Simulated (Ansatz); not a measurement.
**Ta4N3: do energies and stresses tell the same story?**

These are results of Ansatz, DFT r2SCAN, scalar-relativistic, plane waves, PAW, not measurements.

Plane waves to 500 eV, a k mesh through Γ of 12×12×12 on the computed 7-atom cell and Gaussian smearing (0.10 eV); no spin polarisation.

Relaxed cell: I4/mmm, a = 4.380 Å, b = 4.380 Å, c = 8.580 Å, α = 90.00°, β = 90.00°, γ = 90.00°, 7 atoms in the primitive cell. Whether it is the stable form of this composition wasn't checked.

Energies at zero smearing and pressures from the stress tensor, at volumes with shape and atoms relaxed:
| V (Å³/atom) | E − E(first) (meV/atom) | P (GPa) |
| --- | --- | --- |
| 10.347 | 0.00 | 55.00 |
| 10.700 | -101.63 | 37.78 |
| 11.053 | -168.24 | 23.12 |
| 11.405 | -205.01 | 10.64 |
| 11.758 | -216.37 | 0.00 |
| 12.111 | -206.10 | -9.07 |
| 12.464 | -177.40 | -16.78 |
| 12.934 | -115.17 | -25.29 |

Check P = −dE/dV between neighbouring volumes, and get the bulk modulus from the pressures alone.

With 1 eV/Å³ = 160.2 GPa:
| middle V (Å³/atom) | −ΔE/ΔV (GPa) | mean P (GPa) |
| --- | --- | --- |
| 10.523 | 46.162 | 46.394 |
| 10.876 | 30.251 | 30.453 |
| 11.229 | 16.701 | 16.881 |
| 11.582 | 5.163 | 5.318 |
| 11.934 | -4.667 | -4.535 |
| 12.287 | -13.037 | -12.923 |
| 12.699 | -21.196 | -21.035 |

The two differ by 0.23 GPa at most. The mean of two end pressures misses the average over a step by about ΔV² P″/12, up to 0.23 GPa here; with that taken off 0.01 GPa remains. Around V = 11.758 Å³/atom, the two neighbours give B = −V ΔP/ΔV = 11.758 × 19.71 / 0.705 = 328.4 GPa, against B0 = 326.5 GPa from the Birch–Murnaghan fit of the energies.

Spin–orbit coupling is left out, which can shift energies with elements as heavy as these.

Energies and stresses describe the same equation of state. The mean pressure exceeds the energy slope in every interval because P(V) is convex. This excess shrinks on expansion except in the last interval, where the volume step is wider. The small gap between 328.4 and 326.5 GPa probably has a similar origin: a symmetric difference across a curve that steepens on compression slightly overestimates the slope at its centre.

The high bulk modulus fits the usual picture of transition-metal nitrides, in which covalent Ta 5d–N 2p bonding adds to the metallic cohesion of the tantalum sublattice. Compression brings closed-shell repulsion and the kinetic energy of the confined electrons rapidly into play, while stretched bonds restore less force, so the lattice stiffens under pressure and softens on expansion. The agreement supports the numerical consistency of the compression curve, but not the accuracy of the functional, which energies and stresses share. Resistance to a volume change also says nothing about resistance to shear, so neither hardness nor mechanical stability follows.
